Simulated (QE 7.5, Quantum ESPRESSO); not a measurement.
# The Pb–Pb distance in fcc lead: effects of k-point mesh, functional and dispersion correction

## The question

The reference is a nearest-neighbour Pb–Pb distance of 3.5 Å for bulk crystalline lead, taken from "On the floating of the topological surface state on top of a thick lead layer: The case of the Pb/Bi2Se3 interface" (2023, arXiv:2308.13316). There it is a passing remark in the theory part, an experimental literature value that serves as reference for a superlattice model. It is quoted from earlier work and rounded; neither temperature nor method is given with the value. In an fcc metal this distance is fixed by the lattice constant alone, so I take it to be most probably a rounded room-temperature diffraction result. The published crystal structure from which I start has a distance of 3.5002 Å, which supports the size of the number, although its sample and temperature may differ.

| compared with | measured | source's wording or label | method |
| --- | --- | --- | --- |
| Pb-Pb, nearest pair (Å) | 3.5 | Pb-Pb nearest-neighbour distance | not stated |

Conditions are those given with the value in the passage it was taken from; "not stated" means there, and the paper may say more elsewhere. The values are a selection: others may have been left out beforehand as unlike or outlying.

## How to go about it

The aim is the cheapest level of theory that gives the Pb–Pb distance within 1 % of 3.5 Å, that is, within 0.035 Å. That is tight enough to expose a functional that binds lead clearly too strongly or too weakly, and about as far as a rounded value can be pressed. The model is the one-atom primitive cell of the fcc crystal, nonmagnetic and scalar-relativistic.

Only runs that relax the cell can test anything, because the starting cell already holds the reference distance. They give a static lattice, whereas lead is soft and expands strongly: warming to room temperature lengthens the distance by very roughly 0.7 %. A static result should therefore lie somewhat below the reference if the functional is right.

I begin with a semilocal functional on a coarse k-point mesh, refine the mesh and then the cutoff as the results require, and change the functional only once the numerical settings are under control.

System: Pb (Lead); Fm-3m (No. 225), 1 atom in the cell used, edges 3.5002, 3.5002, 3.5002 A, angles 60.00, 60.00, 60.00 deg; cell from a published crystal structure; structure from the Crystallography Open Database.

## 1. PBE on a coarse mesh

A one-atom cell is cheap at any setting, but a metal needs a reasonable sampling of its Fermi surface, and I want to know how little will do. I start with PBE on a 6×6×6 mesh with a smearing of 0.1 eV. PBE usually makes heavy metals a little too large, so I expect a distance slightly above the reference even without thermal expansion.

**Run 1.** QE 7.5: PBE, pw.x with GBRV ultrasoft files, cell and atoms relaxed, cutoff 45 Ry, mesh 6x6x6, Fermi-Dirac 0.1 eV, force tolerance 0.015 eV/A.

Key lines of the input:
```
&control
   calculation='vc-relax'
   forc_conv_thr=5.8e-04, etot_conv_thr=1e-04, nstep=60, tstress=.true., tprnfor=.true.
/
&system
   ibrav=0, nat=1, ntyp=1
   ecutwfc=45, ecutrho=360
   occupations='smearing', smearing='fd', degauss=0.0073
/
&electrons
   conv_thr=1.0e-09, mixing_beta=0.5, electron_maxstep=100
/
&ions
/
&cell
   press_conv_thr=0.2
/
ATOMIC_SPECIES
Pb 1.0 Pb.gbrv-pbe.upf
CELL_PARAMETERS angstrom
  0.00000000 2.47502000 2.47502000
  2.47502000 0.00000000 2.47502000
  2.47502000 2.47502000 0.00000000
ATOMIC_POSITIONS crystal
Pb   0.00000000 0.00000000 0.00000000
K_POINTS automatic
6 6 6 0 0 0
```

Command:
```
OMP_NUM_THREADS=1 mpirun --oversubscribe --bind-to none -np 4 pw.x -nk 4 -in relax.in > relax.out
```

Selected lines of the output:
```
     bfgs converged in   6 scf cycles and   5 bfgs steps
          total   stress  (Ry/bohr**3)                   (kbar)     P=       -0.17
     new unit-cell volume =    221.06328 a.u.^3 (    32.75820 Ang^3 )
```

Converged; 15 s on 4 cores of Arm Neoverse N1, shared host.

| quantity | run 1 | measured | deviation |
| --- | --- | --- | --- |
| Pb-Pb, nearest pair (Å) | 3.592 | 3.5 | +0.092 (+2.6 %) |
| cell edge a (Å) | 5.079 |  |  |
| volume per atom (Å³) | 32.76 |  |  |

The cell expands to a distance of 3.592 Å, 2.6 % above the reference and well outside the target. The direction is the one I expected from PBE, but the size is more than I would put down to the functional without further evidence. The relaxation itself ended cleanly, with a residual pressure of −0.17 kbar, so the stopping point is not the obvious suspect. The mesh is: with one atom in the cell the Brillouin zone is large, and six divisions may sample the Fermi surface of lead too coarsely for a reliable stress.

## 2. Two denser k-point meshes

I keep PBE and everything else fixed and refine only the mesh, to 10×10×10 and then 13×13×13. Two steps are needed, because a single change would show that the coarse mesh is off without showing whether the next one is good enough. At this cell size both remain inexpensive. I expect the distance to come down somewhat, though perhaps not by enough to reach the target.

**Run 2.** QE 7.5: PBE, pw.x with GBRV ultrasoft files, cell and atoms relaxed, cutoff 45 Ry, mesh 10x10x10, Fermi-Dirac 0.1 eV, force tolerance 0.015 eV/A.

Key lines of the input, as changed from run 1:
```diff
- 6 6 6 0 0 0
+ 10 10 10 0 0 0
```

Selected lines of the output:
```
     new unit-cell volume =    214.38717 a.u.^3 (    31.76890 Ang^3 )
```

Converged; 12 s on 4 cores of Arm Neoverse V2, shared host.

**Run 3.** QE 7.5: PBE, pw.x with GBRV ultrasoft files, cell and atoms relaxed, cutoff 45 Ry, mesh 13x13x13, Fermi-Dirac 0.1 eV, force tolerance 0.015 eV/A.

Key lines of the input, as changed from run 1:
```diff
- 6 6 6 0 0 0
+ 13 13 13 0 0 0
```

Selected lines of the output:
```
     new unit-cell volume =    215.22172 a.u.^3 (    31.89257 Ang^3 )
```

Converged; 26 s on 4 cores of Intel Xeon at 2.70GHz, shared host.

| quantity | run 2 | run 3 | measured |
| --- | --- | --- | --- |
| Pb-Pb, nearest pair (Å) | 3.555 | 3.560 | 3.5 |
| cell edge a (Å) | 5.028 | 5.034 |  |
| volume per atom (Å³) | 31.77 | 31.89 |  |

The denser meshes bring the distance down from 3.592 Å to 3.555 Å and 3.560 Å, so a good part of the first miss came from the sampling. The last refinement moves it by only 0.005 Å, and upwards, so the approach is not monotonic. That change is small against the 0.035 Å of the target, and 10×10×10 is adequate for this purpose.

PBE still misses, by 1.6 % and 1.7 % on the two meshes. Thermal expansion would add to the computed distance and widen the gap.

## 3. Cutoff and potential under PBE

Before I hold the functional responsible, I want to test two further numerical ingredients. One run raises the plane-wave cutoff to 60 Ry with the same GBRV file. The other uses the SSSP potential at that same plane-wave cutoff, with a charge-density cutoff above the 360 Ry kept for the GBRV file, so that the pair differs in little but the potential. Both keep the 10×10×10 mesh. I expect shifts of at most about 0.01 Å, too small to bring PBE within the target.

**Run 4.** QE 7.5: PBE, pw.x with GBRV ultrasoft files, cell and atoms relaxed, cutoff 60 Ry, mesh 10x10x10, Fermi-Dirac 0.1 eV, force tolerance 0.015 eV/A.

Key lines of the input, as changed from run 2:
```diff
  &system
-    ecutwfc=45, ecutrho=360
+    ecutwfc=60, ecutrho=360
```

Selected lines of the output:
```
     new unit-cell volume =    214.78235 a.u.^3 (    31.82746 Ang^3 )
```

Converged; 50 s on 4 cores of Intel Xeon at 2.50GHz (Skylake/Cascade Lake), shared host.

**Run 5.** QE 7.5: PBE, pw.x with SSSP efficiency files, cell and atoms relaxed, cutoff 60 Ry, mesh 10x10x10, Fermi-Dirac 0.1 eV, force tolerance 0.015 eV/A.

Key lines of the input, as changed from run 2:
```diff
  &system
-    ecutwfc=45, ecutrho=360
+    ecutwfc=60, ecutrho=480
- Pb 1.0 Pb.gbrv-pbe.upf
+ Pb 1.0 Pb.sssp-pbe.upf
```

Selected lines of the output:
```
     new unit-cell volume =    214.79444 a.u.^3 (    31.82925 Ang^3 )
```

Converged; 74 s on 4 cores of Intel Xeon at 2.70GHz, shared host.

| quantity | run 4 | run 5 | measured |
| --- | --- | --- | --- |
| Pb-Pb, nearest pair (Å) | 3.557 | 3.557 | 3.5 |
| cell edge a (Å) | 5.031 | 5.031 |  |
| volume per atom (Å³) | 31.83 | 31.83 |  |

Raising the cutoff moves the distance from 3.555 Å to 3.557 Å, and the SSSP potential gives 3.557 Å as well. Two independently built potentials thus agree to the printed precision. PBE stays 1.6 % too long, and no setting changed here beyond the coarse first mesh shifts it by more than a small fraction of that. I now attribute the miss mainly to the functional, with the reservation that the scalar-relativistic model leaves out spin-orbit coupling.

## 4. LDA and PBEsol

The remedy has to shorten the bond, and two functionals of about the same cost as PBE should do so. LDA is the simpler one and usually overbinds; PBEsol is a gradient correction designed for the lattice constants of solids. I run both at 45 Ry on the 10×10×10 mesh, which the PBE tests showed to be sufficient for that functional. I expect LDA to fall clearly below the reference and PBEsol to lie between LDA and PBE, close to 3.5 Å.

**Run 6.** QE 7.5: LDA, pw.x with GBRV ultrasoft files, cell and atoms relaxed, cutoff 45 Ry, mesh 10x10x10, Fermi-Dirac 0.1 eV, force tolerance 0.015 eV/A.

Key lines of the input, as changed from run 2:
```diff
- Pb 1.0 Pb.gbrv-pbe.upf
+ Pb 1.0 Pb.gbrv-lda.upf
```

Selected lines of the output:
```
     new unit-cell volume =    194.52708 a.u.^3 (    28.82594 Ang^3 )
```

Converged; took 15 s.

**Run 7.** QE 7.5: PBEsol, pw.x with GBRV ultrasoft files, cell and atoms relaxed, cutoff 45 Ry, mesh 10x10x10, Fermi-Dirac 0.1 eV, force tolerance 0.015 eV/A.

Key lines of the input, as changed from run 2:
```diff
- Pb 1.0 Pb.gbrv-pbe.upf
+ Pb 1.0 Pb.gbrv-pbesol.upf
```

Selected lines of the output:
```
     new unit-cell volume =    200.97187 a.u.^3 (    29.78096 Ang^3 )
```

Converged; 29 s on 4 cores of Intel Xeon at 2.50GHz (Skylake/Cascade Lake), shared host.

| quantity | run 6 | run 7 | measured |
| --- | --- | --- | --- |
| Pb-Pb, nearest pair (Å) | 3.442 | 3.479 | 3.5 |
| cell edge a (Å) | 4.867 | 4.920 |  |
| volume per atom (Å³) | 28.83 | 29.78 |  |

The order is the one I expected. LDA gives 3.442 Å, 1.7 % too short, and PBEsol gives 3.479 Å, 0.6 % too short and within the target. The PBEsol deficit also has the sign and about the size of the thermal expansion that a static lattice leaves out.

The same allowance would bring LDA to roughly the edge of the 1 % window, so its miss is firm only for the static distance. PBE lies on the wrong side for such a correction. A PBEsol relaxation with a denser mesh or a higher cutoff is not shown in this report. The shifts found under PBE, at most 0.005 Å beyond the coarse mesh, are smaller than the 0.014 Å that separates PBEsol from the limit, but they were measured for another functional.

## 5. Dispersion added to PBE

One question about the PBE miss remains: whether it reflects missing dispersion attraction between the large, polarisable lead atoms. Adding D3(BJ) with its three-body term costs little next to the electronic part and should shorten the bond. I keep the 45 Ry cutoff and the 10×10×10 mesh, so that the result compares directly with plain PBE. How far the distance falls is less certain, since pairwise corrections built on atomic coefficients take no account of metallic screening.

**Run 8.** QE 7.5: PBE+D3(BJ) with the three-body term (pw.x default), pw.x with GBRV ultrasoft files, cell and atoms relaxed, cutoff 45 Ry, mesh 10x10x10, Fermi-Dirac 0.1 eV, force tolerance 0.015 eV/A.

Key lines of the input, as changed from run 2:
```diff
  &system
+    vdw_corr='dft-d3', dftd3_version=4
```

Selected lines of the output:
```
     new unit-cell volume =    204.98435 a.u.^3 (    30.37555 Ang^3 )
```

Converged; 17 s on 4 cores of Intel Xeon at 2.70GHz, shared host.

| quantity | run 8 | measured | deviation |
| --- | --- | --- | --- |
| Pb-Pb, nearest pair (Å) | 3.502 | 3.5 | +0.002 (+0.1 %) |
| cell edge a (Å) | 4.953 |  |  |
| volume per atom (Å³) | 30.38 |  |  |

The dispersion term shortens the distance by 0.053 Å, from 3.555 Å to 3.502 Å, which puts PBE+D3 well inside the target. The remaining 0.002 Å means nothing against a reference rounded to 3.5 Å.

The result does not settle why plain PBE is too long. An added attraction of this size is enough to remove the excess, but PBEsol removes it too, with a different gradient correction and no dispersion term. Missing dispersion therefore remains a possible cause, not a demonstrated one.

I stop here, with two levels inside the target at a cost close to that of plain PBE. For neither is a mesh or cutoff test shown in this report; the tests shown are for plain PBE.

## The runs side by side

| run | settings | Pb-Pb, nearest pair (Å) | deviation | cost |
| --- | --- | --- | --- | --- |
| 1 | PBE, pw.x with GBRV ultrasoft files, cutoff 45 Ry, mesh 6x6x6 | 3.592 | +0.092 (+2.6 %) | 62 core-s |
| 2 | PBE, pw.x with GBRV ultrasoft files, cutoff 45 Ry, mesh 10x10x10 | 3.555 | +0.055 (+1.6 %) | under 1 core-min |
| 3 | PBE, pw.x with GBRV ultrasoft files, cutoff 45 Ry, mesh 13x13x13 | 3.560 | +0.060 (+1.7 %) | 1.7 core-min |
| 4 | PBE, pw.x with GBRV ultrasoft files, cutoff 60 Ry, mesh 10x10x10 | 3.557 | +0.057 (+1.6 %) | 3.3 core-min |
| 5 | PBE, pw.x with SSSP efficiency files, cutoff 60 Ry, mesh 10x10x10 | 3.557 | +0.057 (+1.6 %) | 4.9 core-min |
| 6 | LDA, pw.x with GBRV ultrasoft files, cutoff 45 Ry, mesh 10x10x10 | 3.442 | −0.058 (−1.7 %) | under 1 core-min |
| 7 | PBEsol, pw.x with GBRV ultrasoft files, cutoff 45 Ry, mesh 10x10x10 | 3.479 | −0.021 (−0.6 %) | 1.9 core-min |
| 8 | PBE+D3(BJ) with the three-body term (pw.x default), pw.x with GBRV ultrasoft files, cutoff 45 Ry, mesh 10x10x10 | 3.502 | +0.002 (+0.1 %) | 66 core-s |
|  | measured | 3.5 |  |  |

Further runs on the same system, made beside this series (convergence steps with loose settings among them):

| further | settings | Pb-Pb, nearest pair (Å) | deviation | cost |
| --- | --- | --- | --- | --- |
| F1 | RPBE, pw.x with GBRV ultrasoft files made for PBE, cell and atoms relaxed, cutoff 45 Ry, mesh 10x10x10 | 3.603 | +0.103 (+3.0 %) | 2.5 core-min |
| F2 | PBE, pw.x with GBRV ultrasoft files, atoms relaxed at the starting cell, cutoff 45 Ry, mesh 10x10x10 | 3.500 | +0.000 (+0.0 %) | under 1 core-min |
| F3 | PBE, pw.x with GBRV ultrasoft files, cell and atoms relaxed, cutoff 30 Ry, mesh 10x10x10 | 3.557 | +0.057 (+1.6 %) | 1.9 core-min |
|  | measured | 3.5 |  |  |

## What the runs support

Two levels meet the 1 % target: PBE+D3(BJ) gives 3.502 Å (+0.1 %) and PBEsol 3.479 Å (−0.6 %), each for about one to two core-minutes. The reference is a rounded, second-hand 3.5 Å with no temperature given, so it cannot rank the two.

Thermal and zero-point motion, left out here, would lengthen the computed distances by a few tenths of a per cent, perhaps 0.7 % in soft lead if the reference belongs to room temperature. That would bring PBEsol closer and move PBE+D3 further above the reference, with both still inside the target. The near-exact static match of PBE+D3 may thus owe something to cancellation, the more so as its pairwise attraction neglects metallic screening.

Plain PBE misses by 1.6 %, and the same motion would widen the gap. Its error most probably belongs to the functional: a mesh denser than 10×10×10, plane-wave cutoffs from 30 to 60 Ry and a second potential shift the distance by 0.005 Å at most. RPBE, run with the files made for PBE, lies further out, at +3.0 %. LDA is 1.7 % too short, of which thermal expansion could explain only a part.

Refining the mesh was the decisive numerical step, since the coarse 6×6×6 mesh had added 0.037 Å to the PBE distance. The PBE run at the fixed starting cell returns 3.500 Å by construction and tests nothing.

A mesh or cutoff check of the two successful levels is not shown in this report, which matters more for PBEsol, 0.014 Å from the limit. The effects of the 0.1 eV smearing width, of the charge-density cutoff with the GBRV files and of spin-orbit coupling on the distance are not shown either. The usual explanation of PBE's long lattice constants is a gradient enhancement of exchange that is too strong for solids, and the rise of the distance from LDA through PBEsol and PBE to RPBE is consistent with it; these runs do not settle how much missing dispersion adds.

[Logs are printed without paths, hosts, clocks, repeated set-up lines and the standing remarks that a program may print on its own settings, such as how far it seeks lower states.]

[The runs shown are a pick from a larger set of finished runs; failed, doubtful and other runs were left out of it ahead of writing. So were measured values far from every level or from commonly accepted values, and agreement can look better than it is. Lines of input and output are excerpts and may be shortened.]
